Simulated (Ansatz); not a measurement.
# A family of molecules: the atomisation energy (no zero-point term)

One atom is swapped for its congeners: C3H8OSi `C=CO[SiH2]C`; C3H8SSi `C=CS[SiH2]C`; C3H8SeSi `C=C[Se][SiH2]C`; C3H8SiTe `C=C[Te][SiH2]C`. All are singlets with charge 0.

Shapes, held fixed at every level: PBE0-D4/def2-TZVP. Flexible molecules stand in one conformer, not always the lowest. Programs: Ansatz 0.2.0. Values in eV.

Problem. How should the atomisation energy change along the series?

Solution. At CCSD(T)/def2-TZVPP the atomisation energy falls at every step, from 50.95 to 47.19 eV. Every level shows the same order. For atoms past krypton def2 sets carry core potentials with scalar relativity. Relativity is left out for Se unless named. Correlated rows may include outer-core shells of Se, Te, which these sets cover unevenly. Spin-orbit coupling, which grows down the group, is left out (summed over each molecule's free atoms 0.04, 0.05, 0.15, 0.29 eV).

```
             level  C3H8OSi  C3H8SSi  C3H8SeSi  C3H8SiTe
     HF/def2-TZVPP    38.91    37.37     36.58     35.81
 PBE-D4/def2-TZVPP    52.96    50.74     49.94     49.08
PBE0-D4/def2-TZVPP    52.19    50.15     49.34     48.47
wB97M-V/def2-TZVPP    52.32    50.14     49.19     48.29
wB97X-V/def2-TZVPP    52.27    50.11     49.27     48.41
 B2PLYP/def2-TZVPP    51.69    49.39     48.61     47.76
CCSD(T)/def2-TZVPP    50.95    48.72     48.04     47.19
```

The weakening sits mainly in the two bonds to the chalcogen, since the rest of the skeleton is nominally unchanged. Oxygen's compact 2p shell and high electronegativity give short, strongly polar bonds, above all to silicon. Further down the group the valence p orbitals grow more diffuse, overlap with carbon and silicon is poorer, and the ionic contribution shrinks. The change is greatest between the second and third periods, which explains why the step from oxygen to sulfur is the largest at every level.

Hartree–Fock lies far below the other rows because it misses the correlation energy gained when electrons pair into bonds. It also understates the first step, which suggests that this gain is greatest in the oxygen compound. The coupled-cluster values lie below all the density functionals, but probably owe part of that to slow basis-set convergence, so the gap is not a direct measure of overbinding by the functionals. The totals do not show how the loss divides between the carbon–chalcogen and silicon–chalcogen bonds.
